These nine rows make a carbon cell steadily taller and narrower at constant volume. The axial ratio compares the cell's height with its width, relative to the starting shape. The energy change is counted from that shape, and a positive pressure means that the material pushes outwards.

Carbon, P6/mmm, 2 atoms in the cell, c/a varied at fixed volume from a = 2.456, c = 8.524 Å (not relaxed at this level). Ansatz 0.2.0, plane-wave PAW, LDA with PBE datasets, scalar-relativistic, no spin polarisation; cutoff 420 eV, k mesh 24×24×6, Gaussian smearing 0.15 eV. Energies are free energies relative to the starting cell; pressure is positive in compression.

| axial ratio (over its starting value) | energy change (meV/atom) | pressure (GPa) |
| --- | --- | --- |
| 0.8 | 386.4 | -22.03 |
| 0.85 | 220.5 | -17.25 |
| 0.92 | 69.0 | -10.15 |
| 0.96 | 21.3 | -5.91 |
| 1 | 0.0 | -1.56 |
| 1.05 | 8.1 | 4.01 |
| 1.1 | 52.2 | 9.71 |
| 1.2 | 239.2 | 21.45 |
| 1.3 | 543.8 | 33.52 |

### Rows 0.8 to 0.92: what is being strained?

The carbon–carbon bonds are, and they are being pulled, although the cell is squashed along its axis. The cell holds one flat sheet of graphene, with copies of it 7 to 10 Å above and below. In this calculation the stress across the sheets is practically zero, so a change of height only adds or removes empty space. LDA leaves out the long-range van der Waals attraction between sheets, but at such distances this is expected to be slight beside the energy of strained bonds.

Constant volume then does the real work. A lower cell must be wider, and a wider cell stretches the sheet equally in both directions. The bond length follows the axial ratio to the power −1/3: it is 1.53 Å at ratio 0.8 against 1.42 Å at the start. The negative pressures are the pull of a stretched sheet that wants to shrink.

### Row 0.96: can its energy be found from the pressures?

It can, because only the sheet stores energy. The pressure P is the average over three directions, one of which carries no load, so the stress within the sheet is 3P/2. When the logarithm of the axial ratio grows by a small step, the logarithm of each in-plane length falls by a third of that step. The work per atom is therefore

dE = V · (3P/2) · (2/3) · d ln(ratio) = V · P · d ln(ratio),

where V is the volume per atom, 22.27 Å³.

Between ratios 1 and 0.96 the mean pressure is (−1.56 − 5.91)/2 = −3.735 GPa, and ln 0.96 is −0.0408. With 1 eV/Å³ = 160.2 GPa, this gives

22.27 × (−3.735) × (−0.0408) / 160.2 = 0.0212 eV,

or 21.2 meV per atom, where the table has 21.3. No constant was adjusted for this. Both columns come from the same calculation, so the agreement shows that they fit together and that the sheet alone carries the load; it does not test the functional.

### Row 1: is this the shape at rest?

Not quite, although it has the lowest energy of the nine rows. Its pressure is −1.56 GPa, so the sheet is still slightly stretched. Interpolating the pressure to zero puts the minimum at a ratio of about 1.014, only 1.5 meV per atom lower.

Symmetry does not forbid this shift. When a cubic crystal is stretched along a cube edge at constant volume, its energy curve must be level at the cubic shape, because there the three axes are alike. This cell is hexagonal in every row, so no ratio is singled out, and the starting cell had not been relaxed at this level of theory. The pressure also gives the slope of the energy, and it changes sign only once down the table, so the rows show no second minimum.

### Row 1.05: why is it cheaper than row 0.96?

It takes the larger step from the start but ends closer to the true minimum. Its bonds are 0.016 Å shorter than at rest, while those of row 0.96 are 0.026 Å longer. Near a minimum the energy grows with the square of the displacement, so row 1.05 should cost about 0.40 times as much as row 0.96. Counted from the minimum, the calculated ratio is 0.42.

The order of these two rows is thus a product of the starting cell. Had the resting bond been about 0.006 Å longer, row 1 would have been the minimum and row 1.05 the dearer of the two.

### Rows 1.1 to 1.3: is it harder to squeeze the sheet or to stretch it?

Squeezing is harder, but the comparison must be made at equal changes of bond length. Row 0.8 costs more than row 1.2 simply because its bonds have moved further. Rows 0.8 and 1.3 are a fair pair, with bonds 0.116 Å too long and 0.112 Å too short. Counted from the minimum, the squeezed sheet costs 1.4 times as much.

A diatomic molecule such as N₂ behaves in the same way. When its atoms are pushed together, the repulsion between them climbs steeply; when they are pulled apart, the bond weakens, and each further step adds less resistance. The likeness covers the shape of the energy curve only. In the sheet all bonds change together at fixed angles, and more distant neighbours and electrons spread over the whole sheet contribute too.

Two curves in the bond length were fitted to the energies of all nine rows, counted from the minimum. An ideal spring, with one constant, falls about 100 meV per atom short at ratio 1.3 and overshoots at 0.8. A Morse curve, the usual form for a diatomic molecule, needs two constants and stays within 1 meV per atom. Its slope also gives the pressures, which were used only to place the minimum, to within 0.2 GPa; it does worst at ratio 1.3. The output printed after this text sets both curves beside the calculated energies.

These squeezed rows describe a sheet that is kept flat by the symmetry of the cell. A free graphene sheet under such a load is known to buckle, which relieves the bonds. The pressures are therefore no guide to the load that a free film can bear.

### What would change if the sheets were twice as far apart?

The energies would stay practically the same and the pressures would halve. The same bonds would be strained by the same amount, but their stress would be averaged over twice the volume. The 33.52 GPa of row 1.3 would become 16.76 GPa with no change in the material. The same holds for any sheet that does not feel its neighbours.

For a film, the useful quantity is the force per length of edge, which is the in-plane stress times the cell height. It does not depend on the empty space. From it follows the stiffness against a uniform change of area: about 220 N/m between rows 1 and 1.05, falling to about 110 N/m between the two most stretched rows.

### Which digits can be trusted?

The large contrasts are safe as results of this calculation: the single change of sign in the pressure and the higher cost of squeezing. Small energies near the minimum are delicate, because they depend on where the resting bond length lies. That length, 1.41 Å here, belongs to LDA used with atomic datasets made for another functional, PBE. Another functional could make it longer by 0.005 Å or more, enough to reverse the order of rows 0.96 and 1.05. The tenths of a meV serve to compare these rows with one another at the settings used, not to predict a measurement; the table does not test the k mesh or the cutoff.

Output of the analysis:

```
fit of rise on 9 rows: coefficient of stretch**2 35333 +/- 2380; rms 46.8, worst 1.3 -99.7, leave-one-out rms 74.2
fit of rise on 9 rows: coefficient of (1 - exp(-s*stretch))**2 11288 +/- 6.4, s 1.769; rms 0.373, worst 1.2 0.717, leave-one-out rms 0.795
Sheet and models:
   row  bond A  spacing A  bond less minimum A  energy from pressure meV  energy above minimum meV  spring meV  Morse meV  Morse pressure GPa  edge force N/m  area stiffness N/m
   0.8   1.527      7.346               0.1159                     384.9                     387.9       474.9        388              -22.09          -24.27                 n/a
  0.85   1.497      7.649              0.08538                     219.4                       222       257.6      221.8              -17.28          -19.79               110.9
  0.92   1.458      8.063              0.04641                      68.7                     70.48        76.1       70.1              -10.13          -12.28               142.4
  0.96   1.437      8.295              0.02587                     21.19                     22.78       23.65      22.58              -5.881          -7.354               173.5
   1.0   1.418      8.524             0.006444                         0                     1.482       1.467       1.45              -1.521          -1.995               196.9
  1.05   1.395      8.806             -0.01643                     8.308                     9.582       9.539      9.815               4.055           5.297               224.2
   1.1   1.374      9.083              -0.0379                     52.67                     53.68       50.74      54.25               9.751           13.23               255.8
   1.2   1.334      9.626             -0.07717                     241.1                     240.7       210.4      241.4               21.42           30.97               305.8
   1.3   1.299      10.15              -0.1123                     546.9                     545.3       445.6        545               33.34           51.05               376.3
Axial ratio at zero pressure: 1.014
Bond length at zero pressure in A: 1.412
Depth of the minimum below row 1 in meV per atom: 1.482
Largest miss of energy summed from pressure in meV per atom: 3.09
Largest miss of Morse pressure in GPa: 0.1774
Energy above minimum, row 1.05 over row 0.96: 0.4206
Same ratio for a spring centred on the minimum: 0.4033
Same ratio for a spring centred on row 1: n/a
Energy above minimum, row 1.3 over row 0.8: 1.406
Pressure of row 1.3 with twice the cell height in GPa: 16.76
```
